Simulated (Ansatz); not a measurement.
A series in volume per atom on La3In

Periodic Kohn-Sham DFT of a crystal at fixed atoms; pressure and stress are positive in compression; the energy is the free energy less that of spherical unpolarised free atoms; site moments are those in the method's own spheres, positive along +z. The results are calculated, by Ansatz 0.2.0.

Cell of the first row (space group Pm-3m, No. 221):
```
cell vectors (Å)
   4.9816     0.0000     0.0000
   0.0000     4.9816     0.0000
   0.0000     0.0000     4.9816
atoms (fractions of the cell vectors)
La  0.00000  0.50000  0.50000
La  0.50000  0.00000  0.50000
La  0.50000  0.50000  0.00000
In  0.00000  0.00000  0.00000
```

Settings of every row: method all-electron LAPW; functional PBEsol; relativity scalar; k mesh 7x7x7; filling fermi-dirac; smearing width 0.05 eV; basis error target 1 meV/atom; nucleus gaussian.

Atom start moment: 0 on all atoms.

Limits: no spin-orbit coupling on heavy atoms.

| row | volume per atom (Å³) | pressure (GPa) | energy less free atoms (eV/atom) |
| --- | --- | --- | --- |
| 1 | 30.906 | -0.314 | -5.0621 |
| 2 | 32.221 | -1.937 | -5.0526 |
| 3 | 32.879 | ? | ? |
| 4 | 33.208 | -2.952 | -5.0375 |
| 5 | 34.194 | -3.822 | -5.0166 |

Question: what pressure and energy less free atoms should row 3 give?

Worked fit of pressure. Take u = (V_r/V)^(2/3) − 1 with V_r = 32.715 Å³ an atom, which is twice the finite (Eulerian) strain; such expansions in the strain, on which the Birch-Murnaghan equation of state is built, carry the rest volume and the bulk modulus. The shown rows have u = 0.03865, 0.0102, -0.00992, -0.02905. Least squares give pressure = −2.4651 + 50.535 × u + 132.29 × u² GPa; a straight line predicts inner rows, each left out in turn, worse (root mean square 0.096 against 0.0028 GPa). The rows lie off it by 0.000, -0.001, 0.001, 0.000. The withheld row has u = -0.00333, so the fit gives −2.4651 + 50.535 × (-0.00333) + 132.29 × (-0.00333)² = -2.632 GPa.

The calculation gave -2.631 GPa. The fit lies 0.001 GPa (0.029 % of the column's range) below it, one unit of the last digit.

Worked fit of energy less free atoms. Take u = (V_r/V)^(2/3) − 1 with V_r = 32.715 Å³ an atom, which is twice the finite (Eulerian) strain; such expansions in the strain, on which the Birch-Murnaghan equation of state is built, carry the rest volume and the bulk modulus. The shown rows have u = 0.03865, 0.0102, -0.00992, -0.02905. Least squares give energy less free atoms = −5.04582 − 0.7548 × u + 8.63 × u² eV/atom; a straight line predicts inner rows, each left out in turn, worse (root mean square 0.0063 against 4.2e-05 eV/atom). All shown rows lie on it to the printed digit. The withheld row has u = -0.00333, so the fit gives −5.04582 − 0.7548 × (-0.00333) + 8.63 × (-0.00333)² = -5.0432 eV/atom.

The calculation gave -5.0432 eV/atom. The fit meets it to the printed digit.
